\section*{Adjoint differentiation of an SCF fixed point: limits and scaling}

\textbf{Statement.} Let $x=F(x,p)$ with $I-F_x$ invertible, and let $A(x,p)$ be one observable; subscripts denote partial derivatives. Then
\begin{equation}
\frac{dA}{dp}=A_p+\lambda^TF_p,\qquad (I-F_x^T)\lambda=A_x^T .
\end{equation}
One solve per observable, built from the converged $x$ alone, serves all parameters. It converges at the asymptotic rate of the \emph{mixed} SCF iteration. For a cubic crystal with $u=\ln(a/a_0)$, $a_0$ the equilibrium lattice constant, and energy per atom $E(x,u,p)$ stationary in $x$,
\begin{equation}
\frac{d\ln a}{dp}=-\frac{1}{9BV}\,\frac{d}{du}E_p\big(x(u),u,p\big),
\end{equation}
with $B$ the bulk modulus and $V$ the volume per atom.

\textbf{Proof.} Differentiating the fixed point gives $dx/dp=(I-F_x)^{-1}F_p$, and $A_x(I-F_x)^{-1}=\lambda^T$. Mixing, $x\leftarrow x+M(F-x)$, has the iteration matrix $I-M(I-F_x)$, whose transpose has the same spectrum and drives the adjoint solve. For $A=E$ the source $E_x$ vanishes and $\lambda=0$ (Hellmann--Feynman). For the stress-like $A=E_u$,
\begin{equation}
\frac{dE_u}{dp}=E_{up}-E_{ux}E_{xx}^{-1}E_{xp}=E_{up}+\Big(\frac{dx}{du}\Big)^{T}E_{xp},
\end{equation}
so the adjoint solve is the strain response. At zero pressure $d^2E/du^2=9BV$.

\textbf{Cost and accuracy.} With $x$ the density, $F_x=\chi_0K$ and $F_x^T=K\chi_0$, where the independent-particle response $\chi_0$ and the Hartree-exchange-correlation kernel $K$ are symmetric. Forward and adjoint steps therefore cost the same, and both scale like an SCF step when $\chi_0$ is applied by Sternheimer solves. For $N_p$ parameters and $N_A$ observables the crossover is $N_p=N_A$. Each exchange-correlation parameter adds one grid quadrature, linear in system size against the cubic SCF step. An adjoint residual $r=A_x^T-(I-F_x^T)\tilde\lambda$ leaves the error $r^Tdx/dp$. An unconverged $x$ also enters in first order, not in second order as for $E$.

\textbf{Model for Al.} In hartree atomic units, take $Z=3$ nearly free electrons per atom of mean density $n_0=k_F^3/3\pi^2$, the local kernel $K=4\pi/G^2-s\pi/k_F^2$ with exchange scaled by $s$ (correlation omitted), and a fixed Ashcroft empty-core potential $w_G=-4\pi n_0\cos(Gr_c)/G^2$. The map $\rho_G=\chi_0(w_G+K\rho_G)$, with $\chi_0=-k_F\mathcal L/\pi^2$, is diagonal. In the dimensionless groups $\xi=G/2k_F$, $\gamma=1/\pi k_F\propto a$ and $Gr_c\propto1/a$, the eigenvalues $\phi$ of $F_x$ and the amplitudes $\eta_G=\rho_G/n_0$ are
\begin{equation}
\phi=-\gamma\mathcal L\,(\xi^{-2}-s),\quad \eta_G=\frac{\gamma\mathcal L\cos Gr_c}{\xi^2(1-\phi)},\quad
\mathcal L=\frac12+\frac{1-\xi^2}{4\xi}\ln\Big|\frac{1+\xi}{1-\xi}\Big| .
\end{equation}
To second order in $\eta$, with $E_{x0}=-3Zk_F/4\pi$ evaluated at $a_0$ and $S=\sum_{G\ne0}\eta_G^2$,
\begin{equation}
E_s=E_{x0}h(u),\quad h=e^{-u}\big(1+\tfrac29S\big),\quad
\frac{d\ln a}{ds}=\frac{E_{x0}}{9BV}\Big[1+\tfrac29S-\tfrac29\frac{dS}{du}\Big],
\end{equation}
where $d\ln\eta_G/du=(1-\phi)^{-1}+Gr_c\tan Gr_c$, since $\xi$ is strain invariant. The last term of the bracket is the adjoint contribution.

Typical inputs are $a_0=4.05$~\AA{} and $r_c=1.12$~bohr. The measured room-temperature $C_{11}=106.75$ and $C_{12}=60.41$~GPa (compiled by Blaschke) give $B=(C_{11}+2C_{12})/3=75.86$~GPa, which stands in for the static-lattice curvature. Then $k_F=0.925$~bohr$^{-1}$, $\gamma=0.344$, $E_{x0}=-18.0$~eV, $9BV=70.8$~eV, and at $s=1$:
\begin{center}
\begin{tabular}{lrrrrr}
shell & $m$ & $\xi$ & $\phi$ & $\eta$ & $\frac29m(\eta^2-d\eta^2/du)$\\\hline
111 & 8 & 0.768 & $-0.184$ & $-0.008$ & 0.018\\
200 & 6 & 0.887 & $-0.062$ & $-0.073$ & 0.089\\
220 & 12 & 1.255 & 0.031 & $-0.048$ & 0.013\\
311 & 24 & 1.471 & 0.032 & $-0.028$ & $-0.002$
\end{tabular}
\end{center}

\textbf{Limit in the potential.} For $w\to0$ the adjoint term vanishes and the sensitivity is a ratio of two energies, $E_{x0}/9BV=-0.25$. The four shells raise the bracket to 1.12, with 0.02 from $S$ and 0.10 from the response. The next five shells add $-0.006$. The bracket runs from 1.04 to 1.20 for $r_c=1.07$ to 1.17~bohr. The expansion parameter $\sqrt S=0.28$ is not very small, and the four-shell sum $\sum\eta_G=-1.8$ makes the linear density negative at the nucleus, so the correction is only an estimate. A gradient term $\mu|\nabla n|^2/(2k_Fn)^2$ in the exchange enhancement factor gives $E_\mu=E_{x0}e^{-u}\sum\xi^2\eta_G^2$ at $\mu=0$. It has no uniform term, so the response enters at leading order, and its weight $\xi^2$ favours the core region that the model does not describe.

\textbf{Limits in the wave vector.} The Lindhard function obeys $\mathcal L\to1/3\xi^2$ at large $\xi$, where $\phi\to s\gamma/3\xi^2$ and no iteration is needed. The largest positive $\phi$ is 0.033. For a mode of wavelength $\ell$ at small $\xi$, $\mathcal L\approx1-\xi^2/3$ and
\begin{equation}
\phi\approx-(\ell/\ell^*)^2+\gamma\big(s+\tfrac13\big),\qquad \ell^*=2\pi/k_{TF},\quad k_{TF}^2=4k_F/\pi .
\end{equation}
Here $\ell^*=3.06$~\AA, and the full expression reaches $\phi=-1$ at $\ell=3.7$~\AA. In the primitive cell the unmixed iteration contracts by 0.184 per step and gains $10^{-8}$ in 11 steps. At $\ell=a_0$, $\phi=-1.31$, and it diverges although $I-F_x$ stays invertible. With $\kappa=(1-\phi_{\min})/(1-\phi_{\max})$, optimal damping contracts by $(\kappa-1)/(\kappa+1)$ and needs about $\frac\kappa2\ln(1/\epsilon)\propto\ell^2$ steps for a reduction $\epsilon$. The conjugate-gradient bound is about $\frac{\sqrt\kappa}2\ln(2/\epsilon)\propto\ell$. For $\ell=10a_0$, $\kappa=1.8\times10^2$, which means $1.7\times10^3$ and $1.3\times10^2$ steps at $\epsilon=10^{-8}$. Kerker mixing, $M=q^2/(q^2+k_{TF}^2)$ at wave vector $q$, is its own transpose and cancels the $\ell^2$ growth. In a perfect crystal the source $E_{ux}$ is lattice periodic, so long waves are seeded only by rounding.

\textbf{Finite parameter change.} With $B'=dB/dP$, the energy at $s=1$ obeys $dE/du=9BV[u-\frac32(B'-2)u^2+\dots]$. Adding $\delta s\,E_{x0}h'(u)$ and setting the sum to zero gives, with $h',h''$ at $u=0$,
\begin{equation}
u=y+\Big[\tfrac32(B'-2)+\frac{h''}{h'}\Big]y^2,\qquad y=\frac{d\ln a}{ds}\,\delta s .
\end{equation}
The omitted change of $\eta$ with $s$ alters the coefficient by less than 0.1. The uniform gas has $h''/h'=-1$, and the four shells give $-2.4$. With a typical $B'=4.5$ the coefficient is $3.75-2.4\approx1.4$, a partial cancellation sensitive to $B'$. The linear prediction is off by 10\% near $|\delta s|\approx0.3$.

\textbf{Result.} The model gives $d\ln a/ds=-0.28$, shifting by about 0.02 for a 0.05~bohr change of $r_c$. One per cent more exchange contracts its lattice by about 0.01~\AA. This number belongs to the model, with its fixed core and borrowed curvature, not to aluminium.